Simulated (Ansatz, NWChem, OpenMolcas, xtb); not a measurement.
## Errors in the dipole moment

6 molecules; the dipole moment in D, computed less measured. Shapes, held fixed at every level: PBE0-D4/def2-TZVP. No vibrational averaging. Dipoles are compared by magnitude; molecules under 1 D, whose direction can flip, are left out. Programs: Ansatz 0.2.0, NWChem 7.3.0, OpenMolcas 26.06, xtb 6.7.1. A level may come from different programs for different species; with the same settings they agree closely. Measured values: NIST CCCBDB.

Levels: A = GFN2-xTB; B = HF/aug-cc-pVDZ; C = SVWN5/aug-cc-pVDZ; D = BLYP/aug-cc-pVDZ.

| molecule | measured | A | B | C | D |
| --- | --- | --- | --- | --- | --- |
| C2H2O (ethenone) | 1.42 | +0.47 | +0.35 | +0.04 | -0.04 |
| CH2F2 (SMILES FCF) | 1.97 | +0.53 | +0.21 | -0.14 | -0.16 |
| SiH3Cl (chlorosilane) | 1.31 | +0.36 | +0.24 | +0.05 | -0.01 |
| C2H2F2 (vinylidene fluoride) | 1.38 | +0.75 | +0.12 | -0.23 | -0.26 |
| CH5N (methylamine) | 1.31 | +0.15 | +0.07 | -0.01 | -0.04 |
| C2H5F (SMILES CCF) | 1.96 | +0.45 | +0.16 | -0.08 | -0.11 |

Q: Sum up the errors.

A: 
```csv
level,kind,mean error,mean absolute error,worst case
GFN2-xTB,semi-empirical,+0.452,0.452,C2H2F2
HF/aug-cc-pVDZ,Hartree–Fock,+0.192,0.192,C2H2O
SVWN5/aug-cc-pVDZ,LDA,-0.062,0.092,C2H2F2
BLYP/aug-cc-pVDZ,GGA,-0.103,0.103,C2H2F2
```

On this set SVWN5/aug-cc-pVDZ has the smallest mean absolute error and GFN2-xTB the largest. GFN2-xTB is too high in 6 of 6; HF/aug-cc-pVDZ is too high in 6 of 6; SVWN5/aug-cc-pVDZ is too low in 4 of 6; BLYP/aug-cc-pVDZ is too low in 6 of 6. The smallest two are near a tie. The set is small.

Hartree–Fock makes every molecule too polar, as expected when correlation is missing: the mean field leaves too much charge on the electronegative atoms, and correlation moves some of it back. Ethenone shows this most strongly, at +0.35 D, probably because donation from oxygen into the π system, which opposes the C=O bond dipole, is underestimated.

The two density functionals err most for the three fluorides, always towards too small a dipole, while the other molecules come out nearly right. This suggests that semilocal exchange delocalises the fluorine-centred density too far back towards carbon. In vinylidene fluoride, π back-donation from the fluorine lone pairs adds to this effect, consistent with the largest deficits there. GFN2-xTB misses the same molecule by +0.75 D in the opposite direction, so its minimal valence description probably exaggerates the C–F charge separation or underestimates the back-donation. The narrow lead of LDA over BLYP is no evidence of a better density, since a dipole is a single moment in which local errors can cancel.
